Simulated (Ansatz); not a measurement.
# Ta3W: energy above lowest point against volume scale

All results are calculated (Ansatz 0.2.0). Free energy against uniform scaling of the volume at fixed shape and fractions; periodic cell, basis, potentials, k mesh and filling as listed.

The cell before it is scaled or strained (space group Fm-3m, No. 225):
```
Ta3W
1.0
      0.0000     3.2672     3.2672
      3.2672     0.0000     3.2672
      3.2672     3.2672     0.0000
Ta W
3 1
Direct
  0.25000 0.25000 0.25000
  0.75000 0.75000 0.75000
  0.50000 0.50000 0.50000
  0.00000 0.00000 0.00000
```

Settings of every row: functional LDA; dispersion none; potentials PAW; wave cutoff 500 eV; density cutoff 2000 eV; k mesh 6x6x6; k shift 0x0x0; occupations fermi dirac; smearing width 0.1 eV; spin none.

Limits: coarse k mesh, up to 40 meV an atom off; no spin-orbit coupling, which can matter with elements this heavy; the cell comes from a prototype or a list of computed structures and needn't be the stable phase.

```
row  volume scale  V (Å³/atom)  energy above lowest point (meV/atom)
  1          0.88       15.345                                  89.6
  2          0.92       16.043                                  18.3
  3          0.96        16.74                                     0
  4             1       17.438                                  25.2
  5          1.04       18.136                                  86.1
  6          1.08       18.833                                     ?
  7          1.12       19.531                                 289.9
```

Question: what energy above lowest point should row 6 give?

Worked fit of energy above lowest point. Take u = (V_r/V)^(2/3) − 1 with V_r = 17.089 Å³ an atom, which is twice the finite (Eulerian) strain; such expansions in the strain, on which the Birch-Murnaghan equation of state is built, carry the rest volume and the bulk modulus. The shown rows have u = 0.0744, 0.04301, 0.01385, -0.01339, -0.03887, -0.0852. Least squares give energy above lowest point = 7.72 − 937.4 × u + 27616 × u² − 2996 × u³ meV/atom; a parabola predicts inner rows, each left out in turn, worse (root mean square 0.48 against 0.087 meV/atom). The rows lie off it by 0.0, 0.1, 0.0, 0.0, 0.0, 0.0. Its lowest point lies at u = 0.0170, or V = 16.66 Å³ an atom, and the curvature there gives the bulk modulus at fixed shape and fractions, B = (4/9)(1 + u)² E″(u)/V = 243 GPa. The withheld row has u = -0.06273, so the fit gives 7.72 − 937.4 × (-0.06273) + 27616 × (-0.06273)² − 2996 × (-0.06273)³ = 175.9 meV/atom.

The calculation gave 176.1 meV/atom. The fit lies 0.2 meV/atom (0.069 % of the column's range) below it; its largest miss of a shown row is 0.1 meV/atom.
